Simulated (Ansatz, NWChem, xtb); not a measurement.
## Ligand exchange: BH2(NH2) + C2H2S → BH2(SH) + C2H3N

Gas-phase species: BH2(NH2), singlet; C2H2S (ethynethiol) `C#CS`, singlet; BH2(SH), singlet; C2H3N `C#CN`, singlet. The partners trade NH2 for SH: B–NH2 and C–SH bonds give way to B–SH and C–NH2.

Shapes, held fixed at every level: PBE0-D4/def2-TZVP. Programs: Ansatz 0.2.0, NWChem 7.3.0, xtb 6.7.1. A level may come from different programs for different species; with the same settings they agree closely. The zero-point and thermal change to 298 K, harmonic and unscaled (PBE0-D4/def2-TZVP), is -1.8 kJ/mol.

```json
{"level": "GFN2-xTB", "kind": "semi-empirical", "ΔH(298 K) (kJ/mol)": "+8.3", "less CCSD(T)/CBS estimate": "-53.7"}
{"level": "HF/def2-SVP", "kind": "Hartree–Fock", "ΔH(298 K) (kJ/mol)": "+43.0", "less CCSD(T)/CBS estimate": "-19.0"}
{"level": "HF/def2-TZVPP", "kind": "Hartree–Fock", "ΔH(298 K) (kJ/mol)": "+53.9", "less CCSD(T)/CBS estimate": "-8.1"}
{"level": "SPW92/def2-TZVPP", "kind": "LDA", "ΔH(298 K) (kJ/mol)": "+52.0", "less CCSD(T)/CBS estimate": "-10.0"}
{"level": "CCSD(T)/def2-SVP", "kind": "coupled cluster or CI", "ΔH(298 K) (kJ/mol)": "+54.8", "less CCSD(T)/CBS estimate": "-7.2"}
{"level": "CCSD(T)/def2-TZVPP", "kind": "coupled cluster or CI", "ΔH(298 K) (kJ/mol)": "+61.3", "less CCSD(T)/CBS estimate": "-0.7"}
{"level": "CCSD/def2-TZVPP", "kind": "coupled cluster or CI", "ΔH(298 K) (kJ/mol)": "+60.1", "less CCSD(T)/CBS estimate": "-1.9"}
{"level": "CCSD(T)/CBS estimate", "kind": "coupled cluster or CI", "ΔH(298 K) (kJ/mol)": "+62.0", "less CCSD(T)/CBS estimate": "0.0"}
```

The highest level, CCSD(T)/CBS estimate, gives ΔH(298 K) = +62.0 kJ/mol; the levels span +8.3 to +62.0. The column of differences is taken from that level and isn't an error. No measured value is set beside it here. The CBS estimate extrapolates MP2 from def2-TZVPP and def2-QZVPP and adds CCSD(T) − MP2 in the triple-zeta set, cores frozen.

The exchange is clearly endothermic: nitrogen favours boron and sulfur the alkynyl carbon, and every level agrees on that direction. The main reason is probably the strong, polar B–N bond, reinforced by donation of the nitrogen lone pair into the empty boron p orbital. Sulfur can donate in the same way, but its more diffuse 3p lone pair overlaps less well with boron 2p. Conjugation of nitrogen with the triple bond in the ynamine recovers only part of the loss, since the alkynyl group is a weaker π acceptor than tricoordinate boron.

Enlarging the basis raises the enthalpy with both Hartree–Fock and CCSD(T). In the triple-zeta basis, correlation raises it further, from +53.9 to +61.3 kJ/mol, while the triples contribute little. GFN2-xTB keeps the sign but misses most of the preference, so it is a poor guide to its size here. The result applies to ethynamine itself, not to its much more stable isomer acetonitrile, whose formation would shift the energy balance strongly towards products.
